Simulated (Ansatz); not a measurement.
# Abstraction of F: C3H7FO + C3H4Al → C3H7O + C3H4AlF

Gas-phase species: C3H7FO (2-fluoroethyl methyl ether) `COCCF`, singlet; C3H4Al `C#[C][Al][CH3]`, doublet; C3H7O `[CH2]COC`, doublet; C3H4AlF `C#[C][Al]([CH3])[F]`, singlet. A radical takes F: the energy is the difference in strength between the C–F bond broken and the Al–F bond made.

Shapes, held fixed at every level: PBE0-D4/def2-TZVP. Flexible molecules stand in one conformer, not always the lowest. Programs: Ansatz 0.2.0. Electronic energies: no zero-point or thermal term.

Problem. Estimate ΔE of this reaction.

Solution. The highest level, CCSD(T)/CBS estimate, gives ΔE = -197.3 kJ/mol; the levels span -197.6 to -150.4. The column of differences is taken from that level and isn't an error. No measured value is set beside it here. Open shells run unrestricted. The CBS estimate extrapolates MP2 from def2-TZVPP and def2-QZVPP and adds CCSD(T) − MP2 in the triple-zeta set, cores frozen.

```tsv
level	kind	ΔE (kJ/mol)	less CCSD(T)/CBS estimate
MP2/def2-SVP	perturbation theory	-182.9	+14.4
MP2/def2-TZVPP	perturbation theory	-192.7	+4.6
SPW92/def2-TZVPP	LDA	-150.4	+46.9
PBE-D4/def2-TZVPP	GGA	-167.0	+30.3
r2SCAN0-D4/def2-TZVPP	global hybrid	-197.6	-0.3
wB97X-V/def2-TZVPP	range-separated hybrid	-186.5	+10.8
CCSD(T)/def2-SVP	coupled cluster or CI	-178.6	+18.7
CCSD(T)/CBS estimate	coupled cluster or CI	-197.3	0.0
```

Fluorine transfer from carbon to aluminium is strongly exothermic at every level, so the direction of the reaction is not in doubt, only its size. The Al–F bond made is much stronger than the C–F bond broken. Aluminium is far more electropositive than carbon, which makes its bond to fluorine highly ionic, and the fluorine lone pairs can also donate weakly into the formally empty 3p orbital of the three-coordinate product. The transfer also takes aluminium from an open-shell Al(II) centre to its preferred Al(III) state, while leaving a primary alkyl radical with little special stabilisation.

LDA and the GGA give the least exothermic values, probably because they misjudge the balance between the covalent C–F and the more ionic Al–F bond. MP2 is slightly more exothermic than CCSD(T) in the small basis, and enlarging the basis deepens the MP2 value further, which suggests that its triple-zeta result benefits from partial error cancellation. The large driving force does not establish a low barrier to abstraction.
